Q: I have five gas-phase molecules, each with two OH groups and one fluorine on silicon, and a fourth group that I vary. Their standard entropies are computed from harmonic vibrations with a hybrid functional. I ordered them by the electronegativity of the atom that binds to silicon. Is that what orders the entropies?

Gas-phase molecules *[Si](O)(O)F (SMILES) with the group * varied, computed with Ansatz 0.2.0: geometries and unscaled harmonic vibrations at PBE0-D4/def2-TZVP. Thermal quantities are for an ideal gas of rigid rotors and harmonic oscillators at 298.15 K and 1 bar. Electronegativities are Pauling's, and masses use standard atomic weights.

```
group *    formula  binding atom  its electronegativity  point group  atoms  mass (u)  symmetry number  IA IB IC (u^3 Å^6)  lowest mode (cm⁻¹)  zero-point energy (kJ/mol)  H(298) less E (kJ/mol)  entropy (J/(mol K))
*[SiH3]   FH5O2Si2            Si                  1.900           C1     10     112.2                1             7840000                91.7                       148.9                   173.2                367.8
   *C=C  C2H5FO2Si             C                  2.550           C1     11     108.1                1             7000000                69.1                       196.2                   219.9                363.6
     *N   FH4NO2Si             N                  3.040           C1      9      97.1                1             2160000               190.9                       154.3                   175.1                332.8
     *O    FH3O3Si             O                  3.440           C3      8      98.1                3             2000000               127.8                       121.2                   141.9                327.3
     *F   F2H2O2Si             F                  3.980           C2      7     100.1                2             1960000               134.2                        91.6                   110.7                320.6
```

A: The entropy does fall at every step as the electronegativity rises. But the groups also differ in size, in their number of hydrogens and in the symmetry they give the molecule, so this series does not isolate electronegativity as a cause. It is better to ask which motions carry the entropy.

Q: How do I separate them?

A: In the ideal-gas, rigid-rotor, harmonic picture the entropy is a sum of translation, rotation and vibration. Between two of these molecules it changes by

ΔS = (3/2) R Δ ln m + (1/2) R Δ ln(IA IB IC) − R Δ ln σ + ΔS(vib)

Here R is the gas constant, m the mass, IA IB IC the product of the moments of inertia and σ the symmetry number, which counts the rotations that bring the molecule onto itself. The first three terms follow from the table, and vibration is what remains. The sum therefore closes by construction: it shows where the entropy sits but does not test the harmonic picture. The output printed after this exchange lists the parts.

From SiH3 to F the entropy falls by 47.2 J/(mol K), and 34.3 of that is vibration. The masses are too alike for translation to change much. The main question is thus why the vibrations lose entropy.

Q: Does a molecule with more atoms simply have more vibrational entropy?

A: Only if the added vibrations are soft, as two limits show. When the quantum hν of a vibration is much larger than the thermal energy kT, the vibration stays in its ground state and its entropy goes to zero. When hν is much smaller than kT, many levels are occupied and the entropy approaches

S ≈ R [1 + ln(kT/hν)]

At room temperature a mode at 100 cm⁻¹ holds 14.5 J/(mol K), while one at 1000 cm⁻¹ holds only 0.4. Stretches of bonds to hydrogen lie far above that and are frozen. What counts is the number of slow bends, twists and heavy-atom motions.

Q: Then why is the drop from vinyl to NH2 so much larger than the others?

A: Vinyl is the only group here with two heavy atoms in a chain. Its outer carbon can swing and twist against the rest of the molecule, and such motions are slow because much mass moves against a weak restoring force. With NH2 that outer atom is gone, and the lowest mode rises from 69.1 to 190.9 cm⁻¹. This mode alone carries about a third of the vibrational loss, and the other modes carry the rest. The role of the outer carbon is expected from the structure, not read from an analysis of the modes. Vibration accounts for about 80% of this step.

Most of the rest is rotation. The NH2 molecule is more compact, its moments of inertia are smaller, and its rotational levels lie further apart. Fewer of them are occupied at the same temperature.

Q: SiH3 has one atom fewer than vinyl and a stiffer lowest mode, yet its entropy is higher. Does that break the rule?

A: It breaks a rule based on counting atoms or on looking at the lowest mode alone. The modes above the lowest hold 70.4 J/(mol K) in the SiH3 molecule and 64.8 in the vinyl one. The chemistry offers a reason: a silicon–silicon bond is weak and joins two heavy atoms, so its stretch is slow, and the rocking of SiH3 is fairly slow too. Vinyl has more modes, but many of them are stiff C–H and C=C motions that are frozen at room temperature.

This assignment rests on general knowledge of such bonds, not on an analysis of the modes. The two entropies also differ by only 4.2 J/(mol K). Another conformer, or a better treatment of the torsions, could change their order.

Q: From NH2 to OH the molecule loses another hydrogen. Is the fall again a loss of vibration?

A: No, here vibration rises slightly and symmetry causes the fall. The new OH group matches the two already present, and the computed conformer has a threefold axis. Think of a propeller with three equal blades: a third of a turn gives no new orientation, so there are only a third as many distinct ones. The comparison holds for the rotation of the rigid molecule, not for the twisting of its OH groups.

The cost can be worked out by hand. For σ = 3 it is

R ln 3 = 8.3 × 1.1 ≈ 9.1 J/(mol K)

Adding this back to the OH molecule gives 327.3 + 9.1 = 336.4 J/(mol K), which is above the 332.8 of the NH2 molecule. The steady fall along the series therefore depends on this term. It also depends on the conformer, since turning a single OH group would destroy the threefold axis.

Q: Why does the NH2 molecule have less vibrational entropy than the OH one, although it has three more modes?

A: The extra hydrogen should bring mainly stiff motions, such as an N–H stretch and the scissoring of NH2, and these hold little entropy. Most of the difference comes from the lowest mode, which lies at 190.9 cm⁻¹ with NH2 and at 127.8 cm⁻¹ with OH. Since no mode of the NH2 molecule lies below its lowest one, the twisting motions of its two OH groups must be at least that stiff as well. If the lowest mode of the OH molecule is such a twist, which is likely but was not checked by an analysis of the modes, the cause is not confined to the amino group. What stiffens these motions remains open, but the low vibrational entropy of the NH2 molecule also makes the earlier drop from vinyl larger.

Q: Fluorine lowers the symmetry number from 3 to 2. Should the entropy not rise at the last step?

A: The symmetry term does rise, by 3.4 J/(mol K), but vibration falls by 10.2. Replacing OH by F removes one hydrogen and with it three modes: an O–H stretch, a bend and a twist about the Si–O bond. The stretch was frozen and the bend nearly so, which leaves the twist as the likely carrier of the loss. Its size fits, since it lies between the entropies of single modes at 100 and at 300 cm⁻¹. The exact amount is less certain, because a twisting OH group is not a good harmonic oscillator.

Q: What should I look at first when I consider a similar group?

A: Start with the slow motions it brings: a second heavy atom, a weak bond between heavy atoms, or a group that twists easily. Each raises the entropy, whereas the stretches of additional bonds to hydrogen hardly do. Then check whether the group repeats a ligand already on the silicon, because a symmetry axis gained in this way lowers the entropy by R ln σ.

Numerical output:

```
Parts of the entropy in J/(mol K):
      row  translation  rotation before symmetry  symmetry term  vibration  total without symmetry term
  *[SiH3]        167.7                     114.5              0      85.56                        367.8
     *C=C        167.3                       114              0      82.29                        363.6
       *N        165.9                     109.2              0      57.72                        332.8
       *O        166.1                     108.8         -9.134      61.55                        336.4
       *F        166.3                     108.8         -5.763      51.31                        326.4
Vibrations (entropies in J/(mol K) and energy in kJ/mol):
      row  number of modes  entropy of lowest mode  entropy of all other modes  thermal vibrational energy
  *[SiH3]               24                   15.16                        70.4                       14.38
     *C=C               27                   17.48                       64.81                       13.78
       *N               21                   9.285                       48.43                       10.88
       *O               18                   12.46                       49.08                       10.78
       *F               15                   12.07                       39.24                       9.184
Change from the row above in J/(mol K):
   row  total  translation  rotation before symmetry  symmetry term  lowest mode  other modes  all vibration
  *C=C   -4.2      -0.4643                   -0.4711              0        2.324       -5.588         -3.265
    *N  -30.8       -1.338                    -4.888              0         -8.2       -16.37         -24.57
    *O   -5.5       0.1278                   -0.3199         -9.134        3.179       0.6475          3.827
    *F   -6.7       0.2517                  -0.08399          3.371       -0.393       -9.846         -10.24
Fall of the entropy from SiH3 to F in J/(mol K): 47.2
Part of this fall from vibration in J/(mol K): 34.25
Part of this fall from vibration in percent: 72.56
Part of the fall from vinyl to NH2 that is vibration in percent: 79.78
OH less NH2 without the symmetry term in J/(mol K): 3.634
Entropy of one harmonic mode at 100 1/cm in J/(mol K): 14.45
Entropy of one harmonic mode at 300 1/cm in J/(mol K): 5.928
Entropy of one harmonic mode at 1000 1/cm in J/(mol K): 0.3914
Mirror-image term R ln 2 in J/(mol K): 5.763
```
